Cubic boron nitride is an insulator in which each boron atom has four nitrogen neighbours at the corners of a tetrahedron. The columns s and p tell how much of the electronic states at each energy belongs to boron's s orbitals, which are round, and to its p orbitals, which have two lobes of opposite sign. Energies count from the top of the filled states. The questions below follow the rows from the lowest energy upwards.

Density of states of cubic BN (measured cell, a = 3.615 Å) projected on boron's Löwdin s and p orbitals, from Ansatz 0.2.0 with PBE and scalar-relativistic frozen-core PAW, without spin polarisation. The cutoff is 420 eV and the k mesh 11 × 11 × 11, with tetrahedron integration. Each row averages over a 0.4 eV window, and energies are relative to the valence top.

```tsv
energy (eV)	s (states/(eV atom))	p (states/(eV atom))
-8.8	0.08	0.12
-8.4	0.16	0.17
-8.0	0.10	0.11
-7.6	0.04	0.07
-7.2	0.04	0.09
-6.8	0.05	0.12
-6.4	0.05	0.13
-6.0	0.05	0.14
-5.6	0.05	0.17
-5.2	0.04	0.21
-4.8	0.04	0.25
-4.4	0.04	0.26
-4.0	0.03	0.24
-3.6	0.03	0.23
-3.2	0.02	0.22
-2.8	0.02	0.21
-2.4	0.01	0.20
-2.0	0.01	0.16
-1.6	0.01	0.10
-1.2	0.00	0.07
-0.8	0.00	0.04
-0.4	0.00	0.02
0.0	0.00	0.00
0.4	0.00	0.00
0.8	0.00	0.00
1.2	0.00	0.00
1.6	0.00	0.00
2.0	0.00	0.00
2.4	0.00	0.00
2.8	0.00	0.00
3.2	0.00	0.00
3.6	0.00	0.00
4.0	0.00	0.00
4.4	0.00	0.00
4.8	0.00	0.01
5.2	0.00	0.03
5.6	0.00	0.05
6.0	0.00	0.07
6.4	0.01	0.09
6.8	0.01	0.11
```

### At the low end, which is larger, s or p?

The p part is larger, but not by much. In the first row it leads with 0.12 against 0.08 states per eV. At −8.4 eV, where s peaks, the two are nearly equal with 0.16 s and 0.17 p, and at −8.0 eV they again differ by only one unit in the last digit. From −7.6 to −0.4 eV p is clearly the larger.

The lowest three rows hold 39% of all the s weight in the listed filled rows, but only 12% of the p weight. The reason starts in the free atom, where boron's 2s level lies well below its 2p level. The filled states in these rows are known to be mainly nitrogen 2p, with boron orbitals mixed in as bonding partners. A bonding state made with the deeper partner tends to come out deeper, so within these rows boron's s weight gathers at the low end. Symmetry is expected to help: at the zone-boundary point X the band behind these rows pairs nitrogen p with boron s.

### Would the peak survive a coarser energy window?

It would survive, but lower. Each row averages over 0.4 eV, so a window three times as wide is the mean of three neighbouring rows. For s around −8.4 eV this gives (0.08 + 0.16 + 0.10)/3 = 0.11, about 30% below the printed peak. The broad p maximum at −4.4 eV loses only about 4% in the same treatment.

A narrow peak thus has a height that depends on the window, while the area under it stays the same. Two spectra should be compared by areas, or with equal windows. The peak itself comes from a single band, because the next one starts only at −7.8 eV. Such a peak usually marks a region where the band is nearly flat and many states share almost the same energy; that this happens here is an inference from the shape.

### Why does p climb from −7.6 to −4.4 eV while s stays flat?

More bands come into play. One band begins at −7.8 eV and another at −5.9 eV, and all three then run up to the valence top. Where they overlap, each slice of energy contains more states, and p reaches its maximum of 0.26.

More states alone would raise s as well, yet s stays at 0.04 to 0.05. On average the states must therefore change in character, towards more p and less s. The two added bands are expected to carry little boron s, since at the zone-boundary points X and L they form a pair of equal energy into which symmetry lets no s orbital mix. The share of s in boron's own weight shows this best, because the total number of states cancels in it. That share drops from about 48% at −8.4 eV to 13% at −4.4 eV.

### Why does s die out before the valence top?

Symmetry removes it. The valence top lies at Γ, the point of reciprocal space where every unit cell carries the same wave with the same sign. There the four nitrogen neighbours of a boron atom all carry the same p orbital, pointing the same way. Two of them turn a positive lobe towards the boron atom and two a negative one, so their overlaps with its round s orbital cancel exactly.

A boron p orbital changes sign across the atom as well, so its overlaps need not cancel and it can still bond. Away from Γ the wave changes from cell to cell, the cancellation becomes incomplete, and s can mix in. States just below the top come from the neighbourhood of Γ, so the share of s should fade gradually as the energy rises. In the last rows the number of states shrinks as well, which lowers p too; the share of s is therefore a better guide than the s column alone.

The digits confirm that this share falls from −4.4 to −2.4 eV, but not how it goes on from there to the top. The printed share even rises again, from about 5% at −2.4 eV to 9% at −1.6 eV, because s still reads 0.01 while p has halved; rounding alone could account for this. At −2.4 eV the printed s is 0.01, which may stand for anything from 0.005 to 0.015. Even the upper value keeps the share of s at or below about 7%, clearly less than at −4.4 eV. The ratio of p to s in that row, formally 20, should not be quoted as a precise number.

### Can the gap be read from the zeros?

Only roughly. The last non-zero p below the gap and the first above it are 5.2 eV apart, whereas the band edges of the same calculation give a gap of 4.6 eV. Near an edge only a small region of reciprocal space contributes, so the density starts from nothing and rounds to zero although states are present. The 0.4 eV steps blur the edges further.

The band edges have limits of their own. The lowest empty state of this crystal is known to lie at the point X, which the mesh of k points does not hit, so the converged gap is slightly smaller. The measured gap is larger, roughly 6 eV as a recalled figure. Vibrations of the atoms reduce the measured gap and so cannot explain the shortfall, which is the usual error of PBE. The rows above the gap therefore lie too close to the filled states.

### What does boron contribute above the gap?

Almost only p. It grows from 0.01 at 4.8 eV to 0.11 in the last row, while s does not exceed 0.01. These are antibonding states, in which boron and nitrogen orbitals meet with opposite signs.

Symmetry is at work here too. At X a single state can contain boron s or boron p, but not both, and the numbers show that near its bottom the lowest empty band is of the p kind. The amounts are less certain than those of the filled rows, because one set of atomic orbitals describes spread-out empty states less well.

### Does a p to s ratio near 3.8 confirm sp³ bonding?

It does not, although it looks close to 3, the value for an ideal sp³ hybrid. The ratio comes from adding up the filled rows from −8.8 eV upwards. The filled states reach further down: the band that supplies the s peak begins at −10.5 eV, and a separate band, mainly nitrogen 2s, lies between −20.2 and −14.4 eV. Boron takes part in these states too, so the ratio depends on where the sum starts.

The rows also show what an sp³ bond is not. It is not a level in which s and p stand at 1 to 3, for their ratio changes from about 1 to more than 10 as the energy rises. The bond between two atoms is built from all filled bands together, the deepest mostly nitrogen s and the highest almost purely p. Boron alone need not follow that order: at X the deepest band is expected to join nitrogen s with boron p only. The hybrid picture describes where the electrons are; a density of states sorts them by energy, and symmetry then pulls s and p apart.

### What would change if both atoms were carbon?

That crystal is diamond, with the same arrangement of neighbours. The cancellation at Γ rests on this arrangement and not on the elements, so s must vanish at the valence top there as well. The same reasoning holds for other crystals of this structure whose valence top is made of p orbitals at Γ.

What changes is the difference between the two atoms. In boron nitride the deep nitrogen band is separated from the next one by −10.5 − (−14.4) = 3.9 eV. In diamond the two atoms are equivalent, symmetry makes these two bands touch at X, and the separation closes. The top of the valence states thus reflects the shape of the crystal, while the break further down reveals that its atoms differ. The sums, shares and band edges used here are printed below.

Output of the analysis:

```
B s states in the listed valence rows (states per atom): 0.348
B p states in the listed valence rows (states per atom): 1.332
largest possible rounding error of each of these sums (states per atom): 0.046
ratio p to s over the listed valence rows: 3.828
centre of s over the listed valence rows (eV): -6.51
centre of p over the listed valence rows (eV): -4.68
part of the listed valence s in the lowest three rows (%): 39.08
part of the listed valence p in the lowest three rows (%): 12.01
s part of s+p at -8.4 eV (%): 48.48
s part of s+p at -4.4 eV (%): 13.33
s part of s+p at -2.4 eV (%): 4.762
smallest s part at -4.4 eV that rounding allows (%): 11.67
largest s part at -2.4 eV that rounding allows (%): 7.143
s at -8.4 eV averaged over three rows (states/(eV atom)): 0.1133
loss of the s peak at -8.4 eV by that averaging (%): 29.17
loss of the p maximum at -4.4 eV by the same averaging (%): 3.846
bottom of band 1 from the valence top (eV): -20.23
top of band 1 from the valence top (eV): -14.42
bottom of band 2 from the valence top (eV): -10.48
bottom of band 3 from the valence top (eV): -7.759
bottom of band 4 from the valence top (eV): -5.899
gap from the band edges on the mesh (eV): 4.575
distance between the non-zero p rows on both sides of the gap (eV): 5.2
B p states in the listed rows above the gap (states per atom): 0.144
```
